**Cutoff errors of energy, force and pressure in distorted Al$_3$Cu**

The table holds the errors of energy, pressure and forces of one fixed four-atom Al$_3$Cu cell at wave cutoffs from 200 to 420 eV against 600 eV, from plane-wave PAW calculations with PBEsol in Ansatz. The program works out decay rates between rows, errors of the stress and force components, and one parameter-free estimate, the raw Pulay pressure $(2/3V)\,\partial E/\partial\ln E_c$. The energy error falls monotonically but not as a single exponential or power law. The pressure changes by only 0.18 GPa between 200 and 250 eV while both rows are 2.6 to 2.8 GPa off, and at 200 eV the stress error is strongly anisotropic and one force component has the wrong sign. From 250 to 350 eV the tabulated pressure error is 5 to 6 % of the estimated raw term and opposite in sign.

Ansatz 0.2.0, PBEsol without spin polarisation, PAW datasets made for PBE; single points on one distorted 4-atom Al$_3$Cu cell with an 8×8×8 k mesh and Gaussian smearing of 0.1 eV. The reference is the run at a wave cutoff of 600 eV, and energies are taken at zero smearing. Pressure is positive in compression and corrected for the finite cutoff.

## Program and output

```python
# Table: Al3Cu (4 atoms, distorted, fixed), Ansatz plane-wave PAW, PBEsol, 8x8x8 mesh; errors of energy,
# pressure and force against a 600 eV wave cutoff. Tested: decay rates, the irregular pressure row,
# and one parameter-free estimate, the raw Pulay pressure (2/3V) dE/dlnEcut.
T = {
    'wave_cutoff': ['200 eV', '250 eV', '300 eV', '350 eV', '420 eV'],
    'energy_less_reference': [4049.4, 709.1, 94.6, 9.6, 0.9],  # meV per atom
    'pressure_less_reference': [2.64, 2.824, 0.466, 0.048, 0.001],  # GPa
    'largest_force_change': [0.212, 0.09, 0.033, 0.006, 0.0],  # eV/angstrom
    'pressure': [2.928, 3.112, 0.754, 0.336, 0.289],  # GPa
}
import numpy as np
from scipy import constants as c
ec = np.array([float(str(x).split()[0]) for x in T['wave_cutoff']])
dE = np.array(T['energy_less_reference'], float); dP = np.array(T['pressure_less_reference'], float)
dF = np.array(T['largest_force_change'], float); P = np.array(T['pressure'], float)
# further outputs of the same runs; order 200, 250, 300, 350, 420, 600 eV
v, nat = 14.9381, 4
S = np.array([[2.4077, 4.3436, 2.0329, -1.2263, -0.259, 1.3266],  # xx yy zz xy xz yz, GPa
 [3.999806, 3.57187, 1.765193, -0.6588, -0.073696, 0.85295],
 [1.631696, 1.158796, -0.52727, -0.75307, -0.34836, 0.68457],
 [1.204571, 0.81398, -1.011228, -0.83784, -0.28132, 0.70131],
 [1.1636, 0.74762, -1.0447, -0.82854, -0.29344, 0.67187],
 [1.162657, 0.74808, -1.045863, -0.82818, -0.29155, 0.67303]])
F = np.array([
 [-0.68419, 0.52814, -0.11239, 0.78313, -0.87593, -0.74573, -0.066089, 0.4364, 0.73283, -0.032878, -0.088601, 0.1253],
 [-0.59086, 0.34977, -0.061563, 0.81304, -0.76429, -0.68063, -0.010121, 0.20131, 0.64895, -0.21202, 0.2132, 0.093249],
 [-0.62822, 0.39991, -0.085291, 0.84193, -0.78211, -0.72662, -0.034533, 0.24238, 0.69253, -0.17919, 0.13978, 0.11939],
 [-0.62002, 0.40193, -0.086807, 0.8131, -0.78571, -0.70685, -0.030265, 0.25956, 0.68001, -0.16284, 0.12419, 0.11367],
 [-0.6159, 0.39989, -0.085814, 0.80833, -0.7796, -0.70207, -0.029947, 0.25647, 0.67491, -0.16248, 0.12322, 0.11299],
 [-0.61596, 0.39983, -0.085682, 0.80856, -0.77965, -0.70225, -0.029985, 0.2564, 0.67503, -0.16261, 0.12342, 0.11291]])
Ef = np.array([9.9326, 10.00598, 10.01704, 10.02239, 10.022, 10.02146])
G = c.e / 1e-30 / 1e9  # GPa per eV/A^3
allc = np.append(ec, 600.0)
k = np.sqrt(2 * c.m_e * allc * c.e) / c.hbar * 1e-10
print('Table rounding: energy 0.05 meV/atom (%.0f%% of last row), pressure 0.0005 GPa, force 0.0005 eV/A' % (5 / dE[-1]))
print('Basis: cutoff eV | k_max 1/A | shortest wavelength A | plane waves per k point')
for a, b in zip(allc, k):
    print('  %3.0f | %.2f | %.2f | %.0f' % (a, b, 2 * np.pi / b, nat * v * b**3 / (6 * np.pi**2)))
dS = S[:-1] - S[-1]; dFr = F[:-1] - F[-1]; fm = np.abs(dFr).max(1); fref = np.abs(F[-1]).max()
print('Energy error per cell at %.0f eV: %.1f eV; first to last row ratio %.0f' % (ec[0], dE[0] * nat / 1e3, dE[0] / dE[-1]))
print('Steps: energy ratio | e-folds per 50 eV | power exponent | force ratio | energy step meV | pressure step GPa')
for i in range(len(ec) - 1):
    r = dE[i] / dE[i + 1]
    print('  %3.0f-%3.0f | %.1f | %.2f | %.1f | %.1f | %.1f | %+.3f' % (ec[i], ec[i + 1], r,
          np.log(r) * 50 / (ec[i + 1] - ec[i]), np.log(r) / np.log(ec[i + 1] / ec[i]),
          fm[i] / fm[i + 1], dE[i + 1] - dE[i], P[i + 1] - P[i]))
n = np.gradient(np.log(dE), np.log(ec))
raw = 2 / 3 * dE * 1e-3 * n / v * G
pm = dS[:, :3].mean(1)
print('Raw Pulay estimate (order only; end rows one-sided): local exponent | raw GPa | pressure error GPa | % of raw | P*V/energy error')
for i in range(len(ec)):
    print('  %3.0f | %.1f | %.2g | %+.4f | %.1f | %.2f' % (ec[i], -n[i], raw[i], pm[i], 100 * pm[i] / abs(raw[i]), pm[i] * v / G / (dE[i] * 1e-3)))
print('Stress errors GPa: xx yy zz | spread of diagonal | largest shear error | xx-yy | xx-zz')
for i in range(len(ec)):
    d = dS[i]
    print('  %3.0f | %+.3f %+.3f %+.3f | %.3f | %.3f | %+.3f | %+.3f' % (ec[i], d[0], d[1], d[2], np.ptp(d[:3]),
          np.abs(d[3:]).max(), S[i, 0] - S[i, 1], S[i, 0] - S[i, 2]))
print('  600 eV values: xx %+.2f yy %+.2f zz %+.2f, mean %.3f, xx-yy %+.3f, xx-zz %+.3f' % (*S[-1, :3], S[-1, :3].mean(), S[-1, 0] - S[-1, 1], S[-1, 0] - S[-1, 2]))
print('Forces (largest at 600 eV %.3f eV/A; atom 4 y %+.3f): worst component, error | %% of largest | rms | atom 4 y | Fermi shift meV' % (fref, F[-1, 10]))
for i in range(len(ec)):
    j = np.abs(dFr[i]).argmax()
    print('  %3.0f | atom %d %s %+.4f | %.2f | %.4f | %+.3f | %+.1f' % (ec[i], j // 3 + 1, 'xyz'[j % 3], dFr[i, j],
          100 * fm[i] / fref, np.sqrt((dFr[i]**2).mean()), F[i, 10], 1e3 * (Ef[i] - Ef[-1])))
print('Pressure error over 600 eV pressure: ' + ', '.join('%.0f eV %.2f' % (a, b / S[-1, :3].mean()) for a, b in zip(ec, dP)))
print('Valence count: 28 - 3x3 (Al) = %d on Cu; occupied bands about %d' % (28 - 9, 28 // 2))
assert np.all(dE > 0) and np.all(np.diff(dE) < 0) and np.all(np.diff(dF) < 0)
assert dP[1] > dP[0] > dP[2] and np.ptp(dS[0, :3]) > 10 * np.ptp(dS[1, :3])
assert np.allclose(pm, dP, atol=1.5e-3) and np.allclose(fm, dF, atol=1.5e-3)
assert np.all(raw < 0) and np.all(dP > 0) and np.all(dP < 0.2 * np.abs(raw))
```

Printed output:

```
Table rounding: energy 0.05 meV/atom (6% of last row), pressure 0.0005 GPa, force 0.0005 eV/A
Basis: cutoff eV | k_max 1/A | shortest wavelength A | plane waves per k point
  200 | 7.25 | 0.87 | 384
  250 | 8.10 | 0.78 | 536
  300 | 8.87 | 0.71 | 705
  350 | 9.58 | 0.66 | 888
  420 | 10.50 | 0.60 | 1168
  600 | 12.55 | 0.50 | 1994
Energy error per cell at 200 eV: 16.2 eV; first to last row ratio 4499
Steps: energy ratio | e-folds per 50 eV | power exponent | force ratio | energy step meV | pressure step GPa
  200-250 | 5.7 | 1.74 | 7.8 | 2.4 | -3340.3 | +0.184
  250-300 | 7.5 | 2.01 | 11.0 | 2.7 | -614.5 | -2.358
  300-350 | 9.9 | 2.29 | 14.8 | 5.5 | -85.0 | -0.418
  350-420 | 10.7 | 1.69 | 13.0 | 26.3 | -8.7 | -0.047
Raw Pulay estimate (order only; end rows one-sided): local exponent | raw GPa | pressure error GPa | % of raw | P*V/energy error
  200 | 7.8 | -2.3e+02 | +2.6398 | 1.2 | 0.06
  250 | 9.6 | -49 | +2.8240 | 5.8 | 0.37
  300 | 13.1 | -8.9 | +0.4661 | 5.3 | 0.46
  350 | 14.0 | -0.96 | +0.0475 | 4.9 | 0.46
  420 | 13.0 | -0.084 | +0.0005 | 0.7 | 0.06
Stress errors GPa: xx yy zz | spread of diagonal | largest shear error | xx-yy | xx-zz
  200 | +1.245 +3.596 +3.079 | 2.350 | 0.654 | -1.936 | +0.375
  250 | +2.837 +2.824 +2.811 | 0.026 | 0.218 | +0.428 | +2.235
  300 | +0.469 +0.411 +0.519 | 0.108 | 0.075 | +0.473 | +2.159
  350 | +0.042 +0.066 +0.035 | 0.031 | 0.028 | +0.391 | +2.216
  420 | +0.001 -0.000 +0.001 | 0.002 | 0.002 | +0.416 | +2.208
  600 eV values: xx +1.16 yy +0.75 zz -1.05, mean 0.288, xx-yy +0.415, xx-zz +2.209
Forces (largest at 600 eV 0.809 eV/A; atom 4 y +0.123): worst component, error | % of largest | rms | atom 4 y | Fermi shift meV
  200 | atom 4 y -0.2120 | 26.22 | 0.1051 | -0.089 | -88.9
  250 | atom 4 y +0.0898 | 11.10 | 0.0402 | +0.213 | -15.5
  300 | atom 2 x +0.0334 | 4.13 | 0.0157 | +0.140 | -4.4
  350 | atom 2 y -0.0061 | 0.75 | 0.0034 | +0.124 | +0.9
  420 | atom 2 x -0.0002 | 0.03 | 0.0001 | +0.123 | +0.5
Pressure error over 600 eV pressure: 200 eV 9.16, 250 eV 9.80, 300 eV 1.62, 350 eV 0.17, 420 eV 0.00
Valence count: 28 - 3x3 (Al) = 19 on Cu; occupied bands about 14
```
